\textbf{Student.} The embedding code gives me the static lattice Green's function, and the manual says that far from the defect it turns into Kelvin's solution. I tried that for copper and the numbers are off by tens of per cent, however far out I go.

\textbf{Lecturer.} Then we should separate two small parameters that you are treating as one. First the conventions. Take a Bravais lattice at zero stress, with primitive cell volume $\Omega$ and force constants $\Phi_{ij}(\mathbf R)$ of finite range, so that $f_i(\mathbf R)=\sum\Phi_{ij}(\mathbf R-\mathbf R')u_j(\mathbf R')$ are the applied forces that hold a displacement $u$. The inverse is $u_i=\sum G_{ij}f_j$ with
\begin{equation}
G(\mathbf R)=\Omega\int_{\rm BZ}\frac{d^3k}{(2\pi)^3}\,D^{-1}(\mathbf k)\,e^{i\mathbf k\cdot\mathbf R},\qquad D(\mathbf k)=\sum_{\mathbf R}\Phi(\mathbf R)\,e^{-i\mathbf k\cdot\mathbf R}.
\label{def}
\end{equation}
No mass enters, and $G$ is in \AA$^2$/eV. For a cubic crystal dimensional analysis leaves
\begin{equation}
G_{ij}=\frac{1}{C_{44}\,r}\,g_{ij}\!\left(\hat{\mathbf r},\ \frac{a}{r},\ \frac{C_{11}}{C_{44}},\ \frac{C_{12}}{C_{44}},\ \dots\right),
\end{equation}
where the dots are ratios of force constants that the elastic constants leave free. Going far out sends $a/r$ to zero. It does nothing to the anisotropy.

\textbf{Student.} Why should a power series in $a/r$ exist at all? The integral runs over the whole zone.

\textbf{Lecturer.} On lattice sites the integrand is periodic, and in a stable crystal $D^{-1}$ is analytic except at $k=0$. The zone boundary therefore contributes no power law, and the tail comes from the singular point alone. Inversion makes $D$ even in $\mathbf k$, and translation invariance gives $D(0)=0$. With $\mathbf k=k\mathbf n$,
\begin{align}
D&=\Omega\left[k^2\Lambda(\mathbf n)-a^2k^4\,\Xi(\mathbf n)+\dots\right],\qquad \Lambda_{ik}=C_{ijkl}n_jn_l,\\
\Omega D^{-1}&=k^{-2}\Lambda^{-1}+a^2\Lambda^{-1}\Xi\Lambda^{-1}+O(a^4k^2).
\end{align}
A term of degree $k^{p}$ transforms to $r^{-3-p}$, which gives $1/r$, $a^2/r^3$, $a^4/r^5$. Both leading terms follow from the radial integrals $\int_0^\infty\cos ks\,dk=\pi\delta(s)$ and $\int_0^\infty k^2\cos ks\,dk=-\pi\delta''(s)$ with $s=rw$, $w=\mathbf n\cdot\hat{\mathbf r}$, and solid angle $dw\,d\phi$:
\begin{equation}
G(\mathbf r)=\frac{1}{8\pi^2 r}\oint d\phi\,\Lambda^{-1}\Big|_{w=0}-\frac{a^2}{8\pi^2r^3}\oint d\phi\;\partial_w^2\!\left[\Lambda^{-1}\Xi\Lambda^{-1}\right]_{w=0}+\dots
\label{circle}
\end{equation}
Only the circle of wavevectors perpendicular to $\mathbf r$, and its neighbourhood, matters.

\textbf{Student.} I object to the second term. A $k^0$ term is a constant, and a constant transforms to a delta function.

\textbf{Lecturer.} Its angular average does, and in \eqref{circle} a constant is removed by $\partial_w^2$. But $\Lambda^{-1}\Xi\Lambda^{-1}$ depends on the direction from which $k=0$ is approached, so it is discontinuous there. Test the formula on $n_z^2$ with $\mathbf r$ along $z$. It gives $-(1/8\pi^2r^3)(2\pi)(2)=-1/2\pi r^3$, which is $-\partial_z^2(1/4\pi r)$ on the axis, as it must be for $k_z^2/k^2$.

\textbf{Student.} And Kelvin?

\textbf{Lecturer.} For isotropy $\mu\Lambda^{-1}_{ij}=\delta_{ij}-n_in_j/2(1-\nu)$. On the circle $n_in_j$ averages to $(\delta_{ij}-x_ix_j/r^2)/2$, so
\begin{equation}
G_{ij}=\frac{(3-4\nu)\,\delta_{ij}+x_ix_j/r^2}{16\pi\mu(1-\nu)\,r}.
\end{equation}
Write $G=1/4\pi Mr$ for a force along $\mathbf r$ ($M_\parallel$) or across it ($M_\perp$). Then $M_\parallel=\mu$ for every $\nu$, and $G_\perp/G_\parallel=(3-4\nu)/4(1-\nu)$. Over the stable range $-1<\nu<1/2$ this ratio falls from $7/8$ to $1/2$. The incompressible end is regular: the ratio is $\tfrac12+\tfrac12(1-2\nu)$ to first order. So Poisson's ratio is a mild parameter without a crossover.

\textbf{Student.} Whereas the Zener ratio is not.

\textbf{Lecturer.} Take the room-temperature values compiled by Blaschke, $C_{11}=168.3$, $C_{12}=121.2$, $C_{44}=75.7$ GPa. Define
\begin{equation}
C'=\tfrac12(C_{11}-C_{12}),\quad g=C_{12}+C_{44},\quad C_L=C'+g,\quad H=2(C_{44}-C'),\quad A=C_{44}/C'.
\end{equation}
They are $23.55$, $196.9$, $220.45$ and $104.3$ GPa, and $A=3.21$. The acoustic tensor is $\Lambda_{ij}=(C_{44}-Hn_i^2)\delta_{ij}+g\,n_in_j$. For $\mathbf r\parallel[001]$ the circle is $(\cos\phi,\sin\phi,0)$. There $\Lambda_{zz}=C_{44}$ decouples, so $M_\parallel=C_{44}$ exactly, which is $0.4725$ eV/\AA$^3$ and gives $G_\parallel=0.168$ \AA$^3$eV$^{-1}/r$. The in-plane block has trace $C_{11}+C_{44}$ and determinant $C_{11}C_{44}(1-\eta\sin^22\phi)$, where $1-\eta=C_LC'/C_{11}C_{44}$. The average of $1/(1-\eta\sin^2 2\phi)$ is $(1-\eta)^{-1/2}$, hence
\begin{equation}
\frac{1}{M_\perp^{[001]}}=\frac{C_{11}+C_{44}}{2C_{11}C_{44}}\,(1-\eta)^{-1/2}=\frac{C_{11}+C_{44}}{2\sqrt{C_{11}C_{44}C_LC'}}.
\label{m001}
\end{equation}

\textbf{Student.} The prefactor is the isotropic result with $\mu=C_{44}$ and $\lambda+2\mu=C_{11}$. So I could expand in $\eta$.

\textbf{Lecturer.} For weak anisotropy, yes: $\eta=(C_{11}+C_{12})H/4C_{11}C_{44}$ is linear in $H$ at leading order, and the factor is $1+\eta/2+3\eta^2/8+\dots$ For copper $\eta=0.593$. First order gives $1.30$, second order $1.43$, and the exact factor is $1.57$. At the other end, $C'\to0$, the integral is dominated by the soft shear wave with $\mathbf n\parallel[110]$ and polarisation $[1\bar10]$. Its peak has height $1/C'$ and angular width of order $A^{-1/2}$, so $G_\perp\propto C'^{-1/2}$, with relative corrections of order $1/A$. The two regimes meet at $\eta$ of about one half, and copper sits there.

\textbf{Student.} One direction could be special.

\textbf{Lecturer.} So do $[111]$, which also closes. On that circle $\sum n_i=0$, so $\sum_{i<j}n_i^2n_j^2=1/4$ and $n_x^2n_y^2n_z^2=\cos^23\phi/54$. The determinant is $P+Q\cos^23\phi$, while the trace $S$ of the adjugate and its $[111]$ projection $(S+gC_{44})/3$ are constant:
\begin{align}
P&=C_{44}C'C_L,\qquad Q=H^2(3g-H)/54,\\
S&=3C_{44}^2-2C_{44}H+H^2/4+g(2C_{44}-H/2),\\
M_\parallel^{[111]}&=\frac{3\sqrt{P(P+Q)}}{S+gC_{44}},\qquad M_\perp^{[111]}=\frac{6\sqrt{P(P+Q)}}{2S-gC_{44}}.
\end{align}
Beside these I put the isotropic media with bulk modulus $K=136.9$ GPa and the Voigt or Reuss shear modulus, $(2C'+3C_{44})/5$ or $5/(2/C'+3/C_{44})$.
\begin{center}
\begin{tabular}{lccc}
 & $M_\parallel$ (GPa) & $M_\perp$ (GPa) & $G_\perp/G_\parallel$\\
cubic, $[001]$ & 75.7 & 66.7 & 1.14\\
cubic, $[111]$ & 34.2 & 81.3 & 0.42\\
Voigt, $\nu=0.323$ & 54.8 & 87.0 & 0.63\\
Reuss, $\nu=0.366$ & 40.1 & 66.3 & 0.61
\end{tabular}
\end{center}
Both cubic ratios lie outside the window from $1/2$ to $7/8$, on opposite sides, so no choice of $\mu$ and $\nu$ fits even one of these directions fully. The longitudinal response along $[111]$ is $2.22$ times that along $[001]$. The Voigt $G_\parallel$ is $1.38$ times the cubic value on $[001]$ and $0.62$ times it on $[111]$, at every distance. That is your discrepancy.

\textbf{Student.} A sideways push carried better than a head-on one along a cube axis looks wrong to me.

\textbf{Lecturer.} The head-on component samples only waves polarised along $[001]$, which have stiffness $C_{44}$. The sideways one samples the soft $C'$ wave. If you hold $C_{11}$ and $C_{12}$ at copper's values and raise $C_{44}$, then \eqref{m001} puts $G_\perp=G_\parallel$ at $A=2.63$, and copper is past it.

\textbf{Student.} Fine. With the right $1/r$ term, how far out must I go before the lattice is invisible?

\textbf{Lecturer.} That needs $\Xi$, which elastic constants do not determine, so we need a model. Take nearest-neighbour force constants in fcc, with $-\Phi_{xx}=-\Phi_{yy}=\alpha$, $-\Phi_{zz}=\beta$, $-\Phi_{xy}=\gamma$ for the neighbour at $(a/2)(1,1,0)$. With $c_i=\cos(k_ia/2)$, $s_i=\sin(k_ia/2)$,
\begin{equation}
D_{zz}=4\alpha\,[2-c_z(c_x+c_y)]+4\beta\,[1-c_xc_y],\qquad D_{xz}=4\gamma\,s_xs_z .
\end{equation}
Matching the $k^2$ terms with $\Omega=a^3/4$ gives $4\alpha=aC_{11}$, $2(\alpha+\beta)=aC_{44}$, $4\gamma=ag$. With a typical $a=3.61$ \AA\ as input, $\alpha=0.948$, $\beta=-0.095$, $\gamma=1.109$ eV/\AA$^2$. The fit uses up all three constants, so it tests nothing. The quartic terms are
\begin{align}
96\,\Xi_{zz}&=2C_{11}n_z^4+2C_{44}(n_x^4+n_y^4)+6C_{11}n_z^2(n_x^2+n_y^2)+6(2C_{44}-C_{11})n_x^2n_y^2,\nonumber\\
96\,\Xi_{xz}&=4g\,n_xn_z(n_x^2+n_z^2),
\end{align}
and cyclic permutations. Write $G=(1+c\,a^2/r^2)/4\pi Mr$. By \eqref{circle}, $c=-M\langle\partial_w^2[\Lambda^{-1}\Xi\Lambda^{-1}]\rangle_\phi$ for the component in question. Along $[001]$ the integrand is a rational function of $\sin^22\phi$, and the averages are
\begin{equation}
c_\parallel=-0.068,\qquad c_\perp=-0.143 .
\end{equation}
The correction falls to one per cent at $r=a\sqrt{|c|/0.01}$, that is $2.6a$ or 9 \AA\ for the longitudinal component and $3.8a$ or 14 \AA\ for the transverse one. These are the model's numbers.

\textbf{Student.} So at the second neighbour, $r=a$, I subtract seven per cent and I am done?

\textbf{Lecturer.} No. The series is asymptotic, and the next term, $a^4/r^4$ in relative size, has no small factor at $r=a$. We have not computed its coefficient. At $3.8a$ it carries an extra $a^2/r^2=0.07$, so there the estimate is plausible as an order of magnitude, provided that coefficient is not much larger. For $r\lesssim a$ the expansion is abandoned for \eqref{def} itself, which stays finite at $\mathbf R=0$ because $d^3k/k^2$ converges. Its scale is $1/aC_{44}=0.59$ \AA$^2$/eV times a pure number, where the continuum term would diverge.

\textbf{Student.} Does the crossover radius depend on $A$? I would guess $r\sim a\sqrt A$, from setting $C'k^2$ equal to $C_{44}a^2k^4$.

\textbf{Lecturer.} That gives the wavenumber, $ka\sim A^{-1/2}$, but the distance along $[001]$ is conjugate to $k_z$ only. For $\mathbf k$ near $[110]$ the soft branch has stiffness $C'k^2+C_{44}k_z^2$, with $k$ the in-plane part, so the relevant $k_z$ is smaller than $k$ by another $A^{-1/2}$, and the crossover is $r\sim aA$. The model shows the coefficient. For the soft polarisation $96\,\Xi=4C'-\tfrac32C_{44}\to-\tfrac32C_{44}$. Let $\lambda=C'+\kappa\delta^2$ be the soft eigenvalue at in-plane angle $\delta$ from $[110]$. The most singular part of $\partial_w^2(\Xi/\lambda^2)$ is $-4C_{44}\Xi/\lambda^3=C_{44}^2/16\lambda^3$. Since $\int\lambda^{-3}d\delta/\int\lambda^{-1}d\delta=3/8C'^2$,
\begin{equation}
c_\perp\to-\frac{3}{128}A^2\qquad(A\gg1).
\end{equation}
For $A=3.21$ this would be $-0.24$ against the full $-0.143$, so again copper is not yet asymptotic. But the order of limits matters: near a shear instability, $a/r\to0$ must be taken first, and the atomistic region has to grow in proportion to $A$.

\textbf{Student.} How much of $c$ survives a better potential?

\textbf{Lecturer.} Try one change. Add a central spring $\kappa_2$ to the second neighbours and refit $\alpha$ and $\beta$ so that the elastic constants stay fixed. With $K_2=4\kappa_2/a$ this adds $6K_2[n_z^4-n_z^2(n_x^2+n_y^2)+n_x^2n_y^2]$ to $96\,\Xi_{zz}$. For $K_2=C_{11}/10$, $c_\parallel$ moves to $-0.065$. That is one example and no bound, since a shell at distance $R$ weighs $R^4$ in $\Xi$ and only $R^2$ in $\Lambda$. I would trust the order of magnitude, not the second digit.

\textbf{Student.} Copper is a metal. Finite range is false, with Friedel oscillations in the force constants.

\textbf{Lecturer.} Correct, and the effect comes at the same power. A Kohn anomaly puts a term $(\epsilon/D_0)\,x\ln|x|$ into $D^{-1}$, with $x=(k-q)/q$ on a surface that I take as a sphere of radius $q$. The transform of $y\ln|y|$ in one dimension has modulus $\pi/r^2$, so $G$ gains an oscillating tail $\cos(qr)$ of amplitude $\Omega\epsilon/2\pi D_0r^3$. As a scale for $D_0$ take the model's transverse zone-boundary value at X, $8(\alpha+\beta)=4aC_{44}$. Relative to $1/4\pi C_{44}r$ the amplitude is $(\epsilon/8)\,a^2/r^2$. An illustrative $\epsilon=0.1$ gives $0.0125$, and matching $|c_\parallel|$ would take $\epsilon\approx0.5$.

\textbf{Student.} At the one per cent level I also doubt the elastic constants.

\textbf{Lecturer.} You should. If the listed ones are adiabatic, a slow load needs isothermal ones. The shear moduli are the same, while $C_{11}$, $C_{12}$ and $K$ drop by $\Delta K\approx K^2(3\alpha_T)^2T\,\Omega/c_V$. Use the compiled $\alpha_T=16.5\times10^{-6}$/K at 293 K (Kaye and Laby) and Debye temperature $\Theta=343$ K (Wikipedia). Then $c_V\approx3k_B(1-\Theta^2/20T^2)=0.93\times3k_B$ per atom, $\Omega=11.76$ \AA$^3$, and $\Delta K/K=0.030$, about 4 GPa. By \eqref{m001} $G_\perp^{[001]}$ rises by $0.5$ per cent and $G_\parallel^{[001]}$ not at all. So near $4a$ this shift is half the lattice term. In embedding, take $\Lambda$ from the same potential that defines $D$.

\textbf{Student.} A point defect exerts no net force, though. I never use $G$ itself.

\textbf{Lecturer.} You use derivatives, and they shift the crossover outward. The Kanzaki forces of a defect have as lowest moment the elastic dipole $P_{jk}=\sum f_jR_k$. Its field is $u_i=-P_{jk}\partial_kG_{ij}\propto r^{-2}$, and two dipoles interact through second derivatives of $G$, as $r^{-3}$. Take two uniaxial dipoles $P_{zz}$ on a common $[001]$ axis. The interaction is proportional to $\partial_z^2G_{zz}$. Two derivatives give a factor 2 on $1/z$ and 12 on $1/z^3$, so the relative correction is $6c_\parallel a^2/r^2=-0.41\,a^2/r^2$, which reaches one per cent only at $6.4a$, or 23 \AA.

\textbf{Student.} But the forces are not applied at a point either.

\textbf{Lecturer.} And that term is the larger one. Let each defect be a pair of opposite forces at $\pm d$ on the axis. The interaction is proportional to $G(r+2d)-2G(r)+G(r-2d)$, which for $G\propto1/r$ is $(8d^2/r^3)(1+4d^2/r^2+\dots)$. For the two neighbours of an octahedral interstice along $z$, $d=a/2$, the correction is $+a^2/r^2$. It outweighs the lattice term and has the opposite sign, and the sum is $+0.59\,a^2/r^2$. Keeping one without the other is inconsistent.

\textbf{Student.} Last point. For dislocations people say that $G$ grows as $-\ln r$. Grows from what?

\textbf{Lecturer.} From nothing finite. A uniform row of forces selects the plane $k_z=0$, and $\int d^2k/k^2$ diverges at small $k$, so $G$ does not exist. Differences do. With $G$ now a displacement per force per unit length,
\begin{equation}
G(\mathbf r)-G(0)=-\frac{\langle\Lambda^{-1}\rangle_\phi}{2\pi}\ln\frac{r}{a}+h(\varphi)+O(a^2/r^2),
\end{equation}
where $\varphi$ is the polar angle of $\mathbf r$ and $h$ includes a lattice-dependent constant. The difference is negative at large $r$ and grows in magnitude without bound. The average is over the same circle as in \eqref{circle} for $\mathbf r$ along the line, so the table applies. For a $[001]$ line the logarithm has coefficient $-1/2\pi C_{44}$ for forces along the line, and $-1/2\pi M_\perp$ with $66.7$ GPa for forces in the plane. In two dimensions $\cos m\phi$ with even $m$ transforms to $(-1)^{m/2}m\cos m\varphi/2\pi r^2$. At $n_z=0$ the $\cos4\phi$ part of $96\,\Xi_{zz}$ is $(6C_{11}-8C_{44})/8$, so the antiplane component is
\begin{equation}
G_{zz}=\frac{1}{2\pi C_{44}}\left[-\ln\frac ra+\text{const}+\frac{3C_{11}-4C_{44}}{96\,C_{44}}\frac{a^2}{r^2}\cos4\varphi\right],
\end{equation}
with the model's coefficient $0.028$.

\textbf{Student.} And a real line has finite length.

\textbf{Lecturer.} Which supplies the missing scale. Integrate Kelvin's $G_{zz}$ along a segment of length $L$ and look at distance $r$ from its midpoint:
\begin{equation}
\int_{-L/2}^{L/2}G_{zz}\,dz=\frac{1}{2\pi\mu}\left[\operatorname{arsinh}\frac{L}{2r}-\frac{L}{8(1-\nu)\sqrt{r^2+L^2/4}}\right].
\end{equation}
For $r\ll L$ the bracket is $\ln(L/r)-1/4(1-\nu)$ with corrections of order $r^2/L^2$. For $r\gg L$ the result tends to $L\,G_\perp(r)$ with corrections of order $L^2/r^2$. The crossover is at $r\sim L/2$. So the logarithm lives in the window $a\ll r\ll L$. Its lower edge is set by the lattice term, and its coefficient, like the $1/r$ term in three dimensions, must be taken from the cubic $\Lambda$ and not from an isotropic average.